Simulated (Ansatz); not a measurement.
## BP: energy above lowest point against volume scale

All results are calculated (Ansatz 0.2.0). Free energy against uniform scaling of the volume at fixed shape and fractions; periodic cell, basis, potentials, k mesh and filling as listed.

The cell before it is scaled or strained (space group F-43m, No. 216):
```
BP
1.0
      0.0000     2.2690     2.2690
      2.2690     0.0000     2.2690
      2.2690     2.2690     0.0000
B P
1 1
Direct
  0.00000 0.00000 0.00000
  0.25000 0.25000 0.25000
```

Settings of every row: functional r2SCAN; dispersion none; potentials PAW; wave cutoff 600 eV; density cutoff 2400 eV; k mesh 6x6x6; k shift 0x0x0; occupations fixed; smearing width 0 eV; spin none; SCF threshold exponent -8.

| row | volume scale | V (Å³/atom) | energy above lowest point (meV/atom) |
| --- | --- | --- | --- |
| 1 | 0.88 | 10.28 | 108.2 |
| 2 | 0.92 | 10.747 | ? |
| 3 | 0.96 | 11.214 | 10.4 |
| 4 | 1 | 11.682 | 0 |
| 5 | 1.04 | 12.149 | 9.4 |
| 6 | 1.08 | 12.616 | 35.2 |
| 7 | 1.12 | 13.083 | 74.4 |

Question: what energy above lowest point should row 2 give?

Worked fit of energy above lowest point. Take u = (V_r/V)^(2/3) − 1 with V_r = 11.915 Å³ an atom, which is twice the finite (Eulerian) strain; such expansions in the strain, on which the Birch-Murnaghan equation of state is built, carry the rest volume and the bulk modulus. The shown rows have u = 0.1034, 0.04125, 0.01325, -0.01288, -0.03739, -0.06044. Least squares give energy above lowest point = 2.47 − 365.24 × u + 13566.9 × u² − 1403 × u³ meV/atom; a parabola predicts inner rows, each left out in turn, worse (root mean square 0.23 against 0.049 meV/atom). All shown rows lie on it to the printed digit. Its lowest point lies at u = 0.0135, or V = 11.68 Å³ an atom, and the curvature there gives the bulk modulus at fixed shape and fractions, B = (4/9)(1 + u)² E″(u)/V = 169 GPa. The withheld row has u = 0.0712, so the fit gives 2.47 − 365.24 × (0.0712) + 13566.9 × (0.0712)² − 1403 × (0.0712)³ = 44.7 meV/atom.

The calculation gave 44.8 meV/atom. The fit lies 0.1 meV/atom (0.092 % of the column's range) below it, one unit of the last digit.
